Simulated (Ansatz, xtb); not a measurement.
CH8BN: which of two isomers lies lower

We compare a, `[BH3-][NH2+]C`, a singlet, with b, `C[BH2-][NH3+]`, a singlet. Both are isolated molecules in the gas phase, relaxed with B3LYP-D3(BJ)/def2-SVP.

a (Å):

```csv
atom,x (Å),y (Å),z (Å)
C,0.0555,-1.4165,3.5743
B,-1.3029,-0.1936,1.6853
N,-0.6327,-0.1711,3.1838
H,-0.3711,-0.3922,0.9159
H,-2.1158,-1.1092,1.7071
H,-1.8181,0.9084,1.5480
H,0.0183,0.6171,3.2231
H,-1.3740,0.0457,3.8545
H,-0.6682,-2.2405,3.5302
H,0.4867,-1.3488,4.5851
H,0.8476,-1.6188,2.8420
```

b (Å):

```xyz
11

C    -1.2705   -0.0839    1.7401
B    -0.6615   -0.0641    3.2339
N     0.0047   -1.5634    3.5071
H    -2.0702   -0.8368    1.5969
H    -1.7267    0.8942    1.5098
H    -0.5110   -0.2608    0.9535
H     0.2848    0.7029    3.3901
H    -1.4986    0.0445    4.1259
H    -0.7011   -2.2999    3.4247
H     0.4114   -1.6196    4.4430
H     0.7436   -1.7665    2.8288
```

Problem. Which of the two would you expect CCSD(T)/def2-TZVP electronic energies to favour?

Solution. Structure b; the calculation gives E(b) − E(a) = −10.9 kcal/mol.

The same difference at several levels:

```csv
level,geometry,E(b) − E(a) (kcal/mol),departure from the last row (kcal/mol),"job, with rough time for the two"
GFN2-xTB,GFN2-xTB,+4.3,+15.2,"optimisation, 0.084 s"
HF/STO-3G,GFN2-xTB,−6.8,+4.1,"single point, 0.2 s"
r2SCAN-D4/def2-SVP,GFN2-xTB,−11.2,−0.3,"single point, 2.3 s"
B3LYP-D3(BJ)/def2-SVP,B3LYP-D3(BJ)/def2-SVP,−10.1,+0.8,"optimisation, 20 s"
HF/def2-TZVP,B3LYP-D3(BJ)/def2-SVP,−9.8,+1.1,part of the CCSD(T) run
MP2/def2-TZVP,B3LYP-D3(BJ)/def2-SVP,−11.8,−0.9,part of the CCSD(T) run
CCSD(T)/def2-TZVP,B3LYP-D3(BJ)/def2-SVP,−10.9,,"single point, 21 s"
```

As drawn, b has 1 C–B, 1 N–H in place of 1 C–N, 1 B–H.

GFN2-xTB puts the two in the other order. The largest departure from CCSD(T)/def2-TZVP is that of GFN2-xTB, 15.2 kcal/mol.

With harmonic frequencies from B3LYP-D3(BJ)/def2-SVP (ideal gas, rigid rotor, one conformer each, 298.15 K, 1 atm): the zero-point term adds −0.2 kcal/mol; ΔH is −10.9 and ΔG −11.3 kcal/mol.

The correlated steps freeze 3 core orbitals. Programs: Ansatz 0.2.0, xtb 6.7.1; the last row on 1 thread of Intel(R) Xeon(R) 6975P-C (Granite Rapids) on a shared host.

Moving the methyl group from nitrogen to boron is clearly favourable, and the preference probably originates in the covalent bonds rather than the dative one. The exchange gives up a C–N and a B–H bond for a C–B and a strong N–H bond. The donor–acceptor link should pull the other way, since methylamine is a better σ donor than ammonia and borane a stronger Lewis acid than methylborane; the slightly longer B–N distance in b fits this. Hartree–Fock in the larger basis already gives −9.8 kcal/mol, so correlation adjusts the gap without creating it. The reversed order from GFN2-xTB lies mainly in its energy, not its structures: r2SCAN-D4 on those same geometries gives −11.2 kcal/mol. This suggests an imbalance in how the parametrised Hamiltonian describes the exchanged bonds. The thermodynamic preference does not imply that a rearranges readily to b, because the methyl shift must break a C–N bond and no barrier was computed.
